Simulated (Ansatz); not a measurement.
# Ag₂O₅: the change of energy above lowest point and pressure with volume per atom

Results calculated with Ansatz 0.2.0 development build, not measured. Equation of state of a cubic crystal from periodic Kohn-Sham density functional theory without spin; pressure corrected for the finite basis.

Cell of the first row (space group Pn-3m, No. 224):
```
CELL_PARAMETERS angstrom
5.27650 0.00000 0.00000
0.00000 5.27650 0.00000
0.00000 0.00000 5.27650
ATOMIC_POSITIONS crystal
Ag 0.00000 0.00000 0.00000
Ag 0.50000 0.50000 0.00000
Ag 0.50000 0.00000 0.50000
Ag 0.00000 0.50000 0.50000
O 0.50000 0.00000 0.00000
O 0.00000 0.50000 0.00000
O 0.00000 0.00000 0.50000
O 0.50000 0.50000 0.50000
O 0.75000 0.75000 0.25000
O 0.75000 0.25000 0.75000
O 0.25000 0.75000 0.75000
O 0.75000 0.25000 0.25000
O 0.25000 0.75000 0.25000
O 0.25000 0.25000 0.75000
```

Settings of every row: formula Ag2O5; structure type cubic X2O5; functional PBE; spin treatment none; k mesh 11x11x11; occupation method fermi-dirac; occupation width 0.061225619 eV; wave cutoff 700 eV; datasets soft-1 PAW; density cutoff ratio 4.

Limits: a cubic model structure, not a phase known at ambient conditions; modest k-mesh, values are not fully converged in k; no spin polarisation, a magnetic state may lie lower.

| row | volume per atom (Å³) | energy above lowest point (meV/atom) | pressure (GPa) |
| --- | --- | --- | --- |
| 1 | 10.493 | 1.92 | 2.844 |
| 2 | 10.707 | 0 | 0.089 |
| 3 | 10.921 | 1.54 | -2.349 |
| 4 | 11.136 | ? | ? |
| 5 | 11.35 | 13.47 | -6.406 |

Question: what energy above lowest point and pressure should row 4 give?

Worked fit of energy above lowest point. Take u = (V_r/V)^(2/3) − 1 with V_r = 10.814 Å³ an atom, which is twice the finite (Eulerian) strain; such expansions in the strain, on which the Birch-Murnaghan equation of state is built, carry the rest volume and the bulk modulus. The shown rows have u = 0.02029, 0.00665, -0.00654, -0.03174. Least squares give energy above lowest point = 0.37 − 114.65 × u + 9394.2 × u² meV/atom; a straight line predicts inner rows, each left out in turn, worse (root mean square 4 against 0.047 meV/atom). The rows lie off it by 0.01, -0.02, 0.02, 0.00. Its lowest point lies at u = 0.0061, or V = 10.72 Å³ an atom, and the curvature there gives the bulk modulus at fixed shape and fractions, B = (4/9)(1 + u)² E″(u)/V = 126 GPa. The withheld row has u = -0.01937, so the fit gives 0.37 − 114.65 × (-0.01937) + 9394.2 × (-0.01937)² = 6.12 meV/atom.

The calculation gave 6.15 meV/atom. The fit lies 0.03 meV/atom (0.22 % of the column's range) below it; its largest miss of a shown row is 0.02 meV/atom.

Worked fit of pressure. Take u = (V_r/V)^(2/3) − 1 with V_r = 10.814 Å³ an atom, which is twice the finite (Eulerian) strain; such expansions in the strain, on which the Birch-Murnaghan equation of state is built, carry the rest volume and the bulk modulus. The shown rows have u = 0.02029, 0.00665, -0.00654, -0.03174. Least squares give pressure = −1.1673 + 184.95 × u + 627.13 × u² GPa; a straight line predicts inner rows, each left out in turn, worse (root mean square 0.26 against 0.0027 GPa). The rows lie off it by 0.000, -0.001, 0.001, 0.000. The pressure vanishes at u = 0.0062, or V = 10.71 Å³ an atom, and there the bulk modulus at fixed shape and fractions is B = −V dP/dV = (2/3)(1 + u) dP/du = 129 GPa. The withheld row has u = -0.01937, so the fit gives −1.1673 + 184.95 × (-0.01937) + 627.13 × (-0.01937)² = -4.514 GPa.

The calculation gave -4.503 GPa. The fit lies 0.011 GPa (0.12 % of the column's range) below it; its largest miss of a shown row is 0.001 GPa.
